Dear colleague,

Your copper fills narrow trenches from the bottom once the seed has been dosed with iodine, and you asked what a series of interrupted fills can say about the catalyst. It can say a good deal, provided the series runs long enough. I set out the model, then a data set that I made for the exercise and rounded as your micrographs would be, then the inversion and what it leaves undetermined. All inferred numbers belong to the model and to these invented data, not to copper or to your reactor.

**Conservation on a moving front**

The seed is dosed once, and copper then grows by disproportionation, $2\,\mathrm{Cu(hfac)(tmvs)} \to \mathrm{Cu} + \mathrm{Cu(hfac)_2} + 2\,\mathrm{tmvs}$. Iodine floats on the growing surface and speeds the reaction. Let $\theta$ be its coverage divided by the saturation coverage, so $0\le\theta\le1$, and let $v$ be the front speed along the normal into the gas. Let $\kappa$ be the sum of the principal curvatures, positive where the surface is concave as seen from the gas. An area element carried along the normal obeys $d(\delta A)/dt=-\kappa v\,\delta A$. Without surface diffusion the iodine on it, proportional to $\theta\,\delta A$, changes only by adsorption at rate $j_{\rm ads}$ and loss at rate $j_{\rm loss}$, both in saturated layers per unit time. Hence

$$\frac{d\theta}{dt}=\kappa v\theta+j_{\rm ads}-j_{\rm loss}.\tag{1}$$

This is curvature-enhanced accelerator coverage, introduced for electrodeposition by Moffat, Wheeler, Huber and Josell in 2001. After the dose $j_{\rm ads}=0$. On the wall of a closing cylindrical hole $\kappa=1/R$ and $dR/dt=-v$, so without loss $d\ln\theta=-d\ln R$ and $\theta=\theta_0R_0/R$ until it reaches one.

For the kinetics I assume the simplest law,

$$v=v_0+k\theta .\tag{2}$$

**The trench**

Take vertical walls, depth $H$ and width $w_0$ after seeding. Each wall has grown by $s$, the floor has risen by $y$, and the gap is $w=w_0-2s$. The walls are flat, so without loss they keep $\theta_s=\theta_0$ and move at the constant speed $v_s=v_0+k\theta_0$, with $dw/dt=-2v_s$. All the curvature sits in the two lower corners. I close the problem by assigning the iodine from every area destroyed at a corner to the floor and spreading it evenly there. The floor then keeps its own iodine as it narrows and collects that of the wall it buries:

$$\frac{d(w\theta_b)}{dt}=2\theta_s v_b .\tag{3}$$

This is a closure and does not follow from (1). Since $v_b=dy/dt$, it integrates at once to $w\theta_b=\theta_0Y$ with $Y=w_0+2y$. Dividing $v_b=v_0+k\theta_b$ by $v_s$ removes the clock:

$$\frac{dy}{ds}=1-f+f\,\frac{Y}{w},\qquad f=\frac{k\theta_0}{v_0+k\theta_0}.\tag{4}$$

Here $f$ is the catalysed fraction of the wall rate. With $x=w/w_0$ and $g=Y/w_0$, (4) reads $dg/dx=-(1-f)-fg/x$ with $g(1)=1$. The factor $x^f$ integrates it, and

$$g=\frac{2x^{-f}-(1-f)\,x}{1+f},\qquad y=\frac{w_0}{2}(g-1).\tag{5}$$

For thin deposits $y=s+2fs^2/w_0+\dots$, so growth starts conformal. The floor saturates when $g/x=1/\theta_0$, that is at

$$x_*^{-(1+f)}=\tfrac12\left[\frac{1+f}{\theta_0}+1-f\right].\tag{6}$$

Afterwards it moves at $v_{\rm sat}=v_0+k$, with constant slope

$$r=\frac{v_{\rm sat}}{v_s}=1-f+\frac{f}{\theta_0}.\tag{7}$$

The slope is continuous at $x_*$, so the late line is tangent to the curve (5).

No seam forms if the floor reaches $y=H$ before the walls meet at $s=w_0/2$. If $y_{\max}$ is the height the floor would have at that moment, the condition is that the mean of $v_b/v_s$ over the wall thickness, $2y_{\max}/w_0$, exceed $2H/w_0$. The rise of the field does not tighten this. Above the original rim the deposit rounds the convex corners, where (1) also dilutes the iodine, so the opening flares there.

**The data, made for the exercise**

Trenches: $w_0=300\pm2$ nm, $H=600$ nm, one iodine dose, growth at 393 K with an assumed precursor partial pressure of 0.05 torr. The wall thickness is read midway up the open part and the floor height is averaged across the gap. Errors are independent standard deviations, and times are exact.

| $t$ (min) | 4 | 7 | 10 | 12 | 13 | 14 |
|---|---|---|---|---|---|---|
| $s$ (nm, $\pm2$) | 36 | 64 | 95 | 116 | 124 | 135 |
| $y$ (nm, $\pm3$) | 44 | 102 | 217 | 375 | 480 | 579 |

Blanket wafers with the same dose: 95, 387 and 667 nm, each $\pm2$ nm, after 10, 40 and 70 min.

The unknowns are $v_0$, $k$, $\theta_0$, a start-up delay $t_0$ and a loss rate.

**Step 1: the walls give the clock**

Fit $s=\bar s+v_s(t-\bar t)$. The means are $\bar t=10$ min and $\bar s=95.0$ nm. With $\sum(t-\bar t)^2=74$ min² and $\sum(t-\bar t)s=736$ nm min,

$$v_s=9.946\pm0.23\ \text{nm/min},\qquad t_0=\bar t-\bar s/v_s=0.45\ \text{min}.$$

I carry spare digits for the arithmetic. The errors are $2/\sqrt{74}$ for the slope and $2/\sqrt6=0.816$ nm for $\bar s$, and the two are uncorrelated. From here on $s$ means the fitted value. The delay never enters (4) to (7).

**Step 2: the last unsaturated point gives $f$**

At 10 min, $w=110$ nm and $Y=734$ nm, so $x=0.3667$ and $g=2.4467$. Write (4) as $dy/ds=1+f(Y/w-1)$. Since $Y>w$ for $s>0$, a larger $f$ gives a larger slope at every point, solutions for different $f$ cannot cross, and $y$ at fixed $s$ rises strictly with $f$. Here it runs from 95 nm at $f=0$ to 259 nm at $f=1$. The datum lies between, so there is exactly one root of (5):

$$f=0.806 .$$

A floor above 259 nm would have refuted (2) and (3) taken together.

The sensitivity $\partial y/\partial f$ from (5) is 11.5, 56 and 201 nm at 4, 7 and 10 min. The early sections therefore say little about $f$ and serve as shape checks, where (5) gives 44 and 104 nm. Three errors enter at 10 min. The floor reading gives 3 nm. The wall gives $(dy/ds)\times0.816$ nm with $dy/ds=5.57$, or 4.5 nm. For the width, $y$ is homogeneous of degree one in $s$ and $w_0$, so $\partial y/\partial w_0=(y-s\,dy/ds)/w_0=-1.04$, which gives 2.1 nm. In quadrature this is 5.8 nm, and $\sigma_f=5.8/201=0.029$. The wall dominates, although it was averaged over six sections, because the floor amplifies any misjudgement of the gap.

**Step 3: the plateau gives $\theta_0$**

Before saturation $k$ and $\theta_0$ enter the shape only as the product $k\theta_0$. Equations (2) and (3) are unchanged by $\theta\to c\,\theta$, $k\to k/c$, so no number of early sections can separate them. Only the ceiling $\theta=1$ breaks this symmetry.

The last two increments are 105 and 99 nm per minute, each $\pm4.2$, so the acceleration has stopped. Unsaturated growth by (5) would have put the floor at 899 nm by 14 min, well past the rim. A line through the three late points passes through 478 nm at 13 min with slope $v_{\rm sat}=102.0\pm2.1$ nm/min, the error being $3/\sqrt2$. Then $r=10.26$, with relative errors of 2.1 % from $v_{\rm sat}$ and 2.3 % from $v_s$, together 3.1 % or $\pm0.32$. Equation (7) is monotonic in $\theta_0$ and inverts to

$$\theta_0=\frac{f}{r-1+f}=0.0801 .$$

Its logarithmic derivatives are $1/f-1/(r-1+f)=1.14$ with respect to $f$ and $-1/(r-1+f)$ with respect to $r$. They contribute 3.3 % and 3.2 %. These are independent, because $f$ uses $\bar s$ and $r$ uses the slope, and they add to 4.6 %. Collected:

| quantity | relation | value |
|---|---|---|
| $v_0$ | $(1-f)v_s$ | $1.93\pm0.29$ nm/min |
| $k\theta_0$ | $fv_s$ | $8.02\pm0.34$ nm/min |
| $k$ | $v_{\rm sat}-v_0$ | $100\pm2$ nm/min |
| $\theta_0$ | $f/(r-1+f)$ | $0.0801\pm0.0037$ |
| $v_{\rm sat}/v_0$ | | $53\pm8$ |

The uncatalysed rate is the weak entry, because it is the small remainder $1-f$.

The height of the late line has not been used. Equation (6) gives $x_*=0.260$, so the floor saturates at $w_*=78$ nm, $s_*=111.0$ nm, $y_*=337$ nm and 11.6 min, just before the first late section, as assumed. The tangent line then stands at 480 nm at 13 min, beside the 478 nm of the fit. With invented data this only shows that the bookkeeping closes. With yours it is a test, but a blunt one, since 1 nm in the wall moves the line by $r$ times as much.

**Step 4: the blanket wafers bound the loss**

Suppose first that iodine leaves at a fixed rate, $j_{\rm loss}=\theta/\tau$. On a flat wafer the catalysed rate $u=k\theta$ decays as $e^{-t/\tau}$, and the second difference of three thicknesses spaced by $\Delta$ from $t_1$ is

$$h_3-2h_2+h_1=-u(t_1)\,\tau\left(1-e^{-\Delta/\tau}\right)^2\approx-\frac{u(t_1)\,\Delta^2}{\tau}.$$

Both $v_0$ and the delay drop out. The data give $-12\pm4.9$ nm, the error being $2\sqrt6$. With $u=8.02$ nm/min at 10 min and $\Delta=30$ min,

$$1/\tau=(1.66\pm0.68)\times10^{-3}\ \text{min}^{-1}.$$

The neglected term is of relative size $\Delta/\tau=5$ %, far inside the error. This is a detection at 2.4 standard deviations and no more.

If the loss works this way it is harmless. Floor and walls decay by the same factor, (4) holds with a slowly falling $f(t)$, and over 10 min the drift is $f(1-f)\,t/\tau=0.003$. The inferred $\theta_0$ is in effect the coverage near 10 min, and the dose was higher by about 1.7 %.

The blanket data fit burial equally well, $j_{\rm loss}=\theta v/\lambda$ with $\lambda=v_s\tau=6.0$ µm, because $v$ hardly changes on those wafers. In the trench the two differ, since the floor travels further than the walls. Relative to the walls, the floor coverage is lowered by a fraction $\epsilon\le y/\lambda$. In (4) this costs $f\epsilon Y/w$ in slope, which mimics a decrease of $f$ by $f\epsilon Y/(Y-w)\le fyY/[2\lambda(y+s)]$. The bound grows along the fill and reaches 0.034 at 10 min. Burial could thus make the inferred $f$ too low by up to about one standard deviation, and $v_0$ correspondingly too high.

A depth profile of a blanket film decides the matter. With a typical copper lattice parameter $a=0.361$ nm and a typical saturation of one iodine per three surface atoms on Cu(111), the saturated layer holds $\Gamma=4/(3\sqrt3a^2)=5.9$ nm⁻². Burial would leave $\Gamma\theta_0/\lambda\approx8\times10^{16}$ cm⁻³ in the film, and desorption would leave none.

**Uniqueness beyond the model**

Within (2) and (3) the inversion is unique. The rate law itself is not fixed by these data. Try $v=k\theta^n$ with no uncatalysed channel. Then $dy/ds=(Y/w)^n$, which separates to $g^{1-n}+x^{1-n}=2$. The 10 min point gives $n=0.88$. This law predicts 45 and 106 nm at 4 and 7 min and 468 nm at 13 min. Once the error of the wall position is carried along, none of these can be rejected. It returns $\theta_0=r^{-1/n}=0.071$ and $v_0=0$. The coverage moves by more than two of my standard deviations and the uncatalysed rate vanishes. My error bars are conditional on (2).

There is a second ambiguity. The plateau marks the coverage at which the rate stops rising. If that happens below a full layer, $\theta_0$ is measured in units of that lower coverage. Photoemission on the dosed seed fixes the absolute scale.

**What the model neglects, with sizes**

*Precursor depletion.* This could fake a plateau. The impingement flux $p/\sqrt{2\pi mk_BT}$ for a typical tabulated molar mass of 370.8 g/mol is $4.60\times10^4$ nm⁻² s⁻¹. Copper has $4/a^3=85.0$ atoms per nm³. The compiled linear expansion of $16.5\times10^{-6}$ K⁻¹ at 293 K (Kaye and Laby Online, NPL) lowers this by 0.5 % at 393 K, which I ignore. At two precursor molecules per atom, the reaction probabilities per impact are $\beta_b=6.3\times10^{-3}$ on the saturated floor and $\beta_s=6.1\times10^{-4}$ on the walls. Transport in the gap is molecular. I use the rough estimate $D_K\approx\tfrac23w\bar c$, the round-pore value with hydraulic diameter $2w$, where $\bar c$ is the mean molecular speed. A surface draws the flux $\beta C\bar c/4$ from gas of density $C$. At depth $z$ in an open length $L$ the downward flux must feed the floor and the walls below, $(C\bar c/4)[\beta_b+2\beta_s(L-z)/w]$. Integrating over $z$ and dividing by $D_K$,

$$\frac{\Delta C}{C}=\frac38\left(\beta_b\frac Lw+\beta_s\frac{L^2}{w^2}\right).\tag{8}$$

At 12 min, with $L=225$ nm and $w=70$ nm, this is 1.0 %. For kinetics first order in precursor it lowers $v_{\rm sat}$ by half its error bar at worst. The plateau is not a supply limit at this pressure. Because $\beta\propto1/p$ at given rates, a tenfold lower pressure would change that verdict.

*The corner closure.* Let $D$ be the surface diffusivity of iodine. Levelling across half the floor takes about $(w/2)^2/2D$, against $w/2v_s$ for the gap to change, which asks for $D\gg wv_s/4$. But iodine also leaks up the walls over the length $D/v_b$ ahead of the rising floor, and withholds a fraction of about $2D/(v_bw)$, which asks for $D\ll v_bw/2$. At 10 min, where $v_b=55$ nm/min, the limits are 4.6 and 51 nm²/s. The window is one decade wide there and narrower earlier. Outside it (3) survives only as an average over a floor that is not flat, or fails. This is the least secure assumption, and $f$ is to that extent an effective parameter.

*Surplus iodine.* After saturation the corners keep delivering $2(\theta_0v_{\rm sat}+v_s)/w$, which is 0.52 saturated layers per minute at 12 min. Burial at the blanket value of $\lambda$ would remove $v_{\rm sat}/\lambda=0.017$ per minute. The plateau is therefore well fed, and the surplus must go somewhere. I assumed that it is desorbed or buried. Per wall it amounts to 18 nm of saturated layer per minute, and the open wall holds $\theta_0L=18$ nm. Spread over the wall, it would double the coverage within a minute. The late wall readings stay on the straight line, so this data set excludes that. Look for thickening near the foot of the wall in yours.

*Taper.* Half a degree displaces each wall by 5 nm over 600 nm, more than twice the reading error. It has to be measured and built into $w$.

**What the fit predicts**

The walls meet when $s=150$ nm, at 15.53 min. The late line then gives $y_{\max}=478+102.0\times2.53=736$ nm. The error is dominated by 1.8 nm in the remaining wall travel, from $\bar s$, $v_s$ and $w_0/2$, multiplied by $r$, and the result is $0.74\pm0.02$ µm. The mean speed ratio is $4.9\pm0.1$ against the required $2H/w_0=4$. The model fills this trench at 14.2 min, with the gap $2(y_{\max}-H)/r=27\pm3$ nm still open. This extrapolation uses neither $f$ nor the rate law below saturation, so it is the most robust number here. In a trench just as deep as $y_{\max}$, the saturated stage has $L/w=r/2$ throughout, and (8) stays at 1.8 %. That costs about 7 nm of the 400 nm climbed after saturation. Roughness and taper of a few nanometres will matter more.

Note that $r=10.26$ is far above 4 while the mean is only 4.9, because most of the wall budget is spent collecting iodine. The saturated ratio alone is no guide to fill.

I chose the invented rates to lie in the range typical of this chemistry between roughly 100 and 150 °C, tens of nm/min up to the order of a hundred, with a catalytic gain from several-fold to about two orders of magnitude. They are no evidence about that range.

**What I would measure next**

First, an undosed wafer on the same seed. The linear law with the corner closure predicts $1.93\pm0.29$ nm/min and the power law predicts zero. With $v_0$ known directly, $f=1-v_0/v_s$ no longer depends on the trench, and the 10 min section becomes a test of (3).

Second, vias. Their walls obey $\theta=\theta_0R_0/R$ with no corner closure, so $-dR/dt=v_s[1-f+fR_0/R]$. Integrating, the radius halves after

$$t_{1/2}=\frac{R_0}{v_s(1-f)}\left[\frac12+\frac{f}{1-f}\ln\frac{1+f}{2}\right].$$

For $R_0=150$ nm this is 5.9 min after the delay, against 7.5 min for $f=0$ and 5.7 min for $f=1$. It tests equation (1) cleanly, but it pins $f$ poorly.

Third, more sections between 9 and 11.5 min, where $\partial y/\partial f$ is largest, and at least three beyond saturation. Spend the microscope time on the gap and not on the floor. A nanometre in wall thickness weighs as much as 5.57 nm in floor height at 10 min and 10.26 nm on the plateau.